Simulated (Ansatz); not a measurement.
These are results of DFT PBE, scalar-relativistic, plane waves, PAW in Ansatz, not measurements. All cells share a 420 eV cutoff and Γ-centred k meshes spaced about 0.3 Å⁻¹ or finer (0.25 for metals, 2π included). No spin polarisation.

All energies are static (0 K, no zero-point motion).

Two relaxed structures of Nb2PdSe5:

A.

```yaml
crystal:
  lattice:
    - [-2.36593, 3.68823, 5.71411]
    - [2.36593, -3.68823, 5.71411]
    - [2.36593, 3.68823, -5.71411]
  atoms:
    - { symbol: Nb, position: [0.36993, 0.36993, 0.00000] }
    - { symbol: Nb, position: [0.63007, 0.63007, 0.00000] }
    - { symbol: Pd, position: [0.50000, 0.00000, 0.50000] }
    - { symbol: Se, position: [0.22448, 0.50000, 0.72448] }
    - { symbol: Se, position: [0.77552, 0.50000, 0.27552] }
    - { symbol: Se, position: [0.28358, 0.78358, 0.50000] }
    - { symbol: Se, position: [0.71642, 0.21643, 0.50000] }
    - { symbol: Se, position: [0.00000, 0.00000, 0.00000] }
```

B.

```yaml
crystal:
  lattice:
    - [-2.64809, 3.13156, 6.37303]
    - [2.64809, -3.13156, 6.37303]
    - [2.64809, 3.13156, -6.37303]
  atoms:
    - { symbol: Nb, position: [0.00000, 0.00000, 0.00000] }
    - { symbol: Nb, position: [0.50000, 0.00000, 0.50000] }
    - { symbol: Pd, position: [0.50000, 0.50000, 0.00000] }
    - { symbol: Se, position: [0.58976, 0.84319, 0.74657] }
    - { symbol: Se, position: [0.90338, 0.15681, 0.74657] }
    - { symbol: Se, position: [0.41024, 0.15681, 0.25343] }
    - { symbol: Se, position: [0.09662, 0.84319, 0.25343] }
    - { symbol: Se, position: [0.00000, 0.50000, 0.50000] }
```

Question: Which is lower in energy, and by how much?

Answer: A is lower, by 36 meV/atom. A has space group Immm (No. 71), 24.9 Å³/atom and no gap on its mesh; B has space group Immm (No. 71), 26.4 Å³/atom and no gap. Counting Se atoms around Nb and Pd (those within 1.25 times the shortest such distance or 1.15 times the sum of covalent radii; a plus sign parts nearer from farther groups; the shortest distance is added where it exceeds 1.18 times the sum of covalent radii; a slash parts the counts of unlike sites), A has Nb 4, Pd 2 and B has Nb 4/6, Pd 2+8 from 3.1 Å. Both come from trial cells of a structure search, whose lowest cell (P1, 35.7 Å³/atom) lies 171 meV/atom below the lower of the two.

No dispersion correction is applied, so the spacing and binding between layers, chains or molecules are poorly described (Immm at 24.9 Å³/atom, Immm at 26.4 Å³/atom), and this can change margins and order among such cells. Trial moments fell under 0.15 μB along the way in Immm; another start might hold them. Cells relaxed within their symmetry can be saddle points. Some candidate types were left out of the draw beforehand, so a known form may be missing.

A is favoured over B, but neither is a candidate ground state, since the search found a far lower cell. The likely reason for the order is palladium's bonding. In A it has two Se neighbours at normal bonding distance, whereas in B even its nearest Se atoms are too far away for ordinary Pd–Se bonds, and it is held mainly by short contacts to Nb. A pays for this elsewhere: one Se has no metal neighbour within bonding range and only stretched contacts to other Se atoms, which probably keeps its advantage modest.

Both arrangements fit poorly with the known chemistry of this family, where Pd(II) prefers square-planar chalcogen coordination and Nb sits in trigonal prisms linked into chains. That mismatch points to incomplete sampling of structures rather than to a new bonding preference. The missing gap is plausible for electron-rich Nb with partly filled d states, helped by close metal–metal contacts, but it says little about the conductivity of the real compound, whose framework is different.
